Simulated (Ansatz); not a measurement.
## Ru: pressure and largest V_zz as volume scale varies

All results are calculated (Ansatz 0.2.0). Periodic Kohn-Sham DFT of a crystal at fixed atoms, scaled to volume_scale times the given cell; pressure positive in compression, energy less spherical unpolarised free atoms, largest_vzz the field gradient of largest size among the nuclei.

The cell before it is scaled or strained (space group P6_3/mmc, No. 194):
```
cell vectors (Å)
   2.7058     0.0000     0.0000
  -1.3529     2.3433     0.0000
   0.0000     0.0000     4.2819
atoms (fractions of the cell vectors)
Ru  0.33333  0.66667  0.25000
Ru  0.66667  0.33333  0.75000
```

Settings of every row: method all-electron PAW; functional PBEsol; relativity scalar; k mesh 14x14x8; filling fermi-dirac; smearing width 0.03 eV; nucleus gaussian.

Atom start moment: 0 on all atoms.

Limits: field gradient without spin-orbit coupling on heavy atoms; no gap: field gradients move with the k mesh.

| row | volume scale | V (Å³/atom) | pressure (GPa) | largest V_zz (1e21 V/m^2) |
| --- | --- | --- | --- | --- |
| 1 | 0.94 | 12.76 | 16.564 | -1.221 |
| 2 | 0.9405 | 12.767 | 16.338 | -1.22 |
| 3 | 0.98 | 13.303 | ? | ? |
| 4 | 1 | 13.575 | -6.273 | -1.06 |
| 5 | 1.01 | 13.71 | -9.351 | -1.035 |
| 6 | 1.04 | 14.118 | -17.554 | -0.966 |

Question: what pressure and largest V_zz should row 3 give?

Worked fit of pressure. Take u = (V_r/V)^(2/3) − 1 with V_r = 13.575 Å³ an atom, which is twice the finite (Eulerian) strain; such expansions in the strain, on which the Birch-Murnaghan equation of state is built, carry the rest volume and the bulk modulus. The shown rows have u = 0.04214, 0.04176, 0, -0.00658, -0.02581. Least squares give pressure = −6.2762 + 476.896 × u + 1546.44 × u² GPa; a straight line predicts inner rows, each left out in turn, worse (root mean square 0.9 against 0.0064 GPa). The rows lie off it by -0.002, 0.002, 0.003, -0.004, 0.001. The pressure vanishes at u = 0.0126, or V = 13.32 Å³ an atom, and there the bulk modulus at fixed shape and fractions is B = −V dP/dV = (2/3)(1 + u) dP/du = 348 GPa. Letting shape and atoms relax would as a rule lower it, by much in layered, chain or molecular crystals. The withheld row has u = 0.01358, so the fit gives −6.2762 + 476.896 × (0.01358) + 1546.44 × (0.01358)² = 0.485 GPa.

The calculation gave 0.461 GPa. The fit lies 0.024 GPa (5.2 % of the value, 0.07 % of the column's range) above it; its largest miss of a shown row is 0.004 GPa.

Worked fit of largest V_zz. Take t = volume scale − 0.99. The shown rows have t = -0.05, -0.0495, 0.01, 0.02, 0.05. Least squares give largest V_zz = −1.0849 + 2.553 × t − 3.46 × t² 1e21 V/m^2; a straight line predicts inner rows, each left out in turn, worse (root mean square 0.0046 against 0.00049 1e21 V/m^2). All shown rows lie on it to the printed digit. The withheld row has t = -0.01, so the fit gives −1.0849 + 2.553 × (-0.01) − 3.46 × (-0.01)² = -1.111 1e21 V/m^2.

The calculation gave -1.109 1e21 V/m^2. The fit lies 0.002 1e21 V/m^2 (0.78 % of the column's range) below it; its largest miss of a shown row is 0.000 1e21 V/m^2.
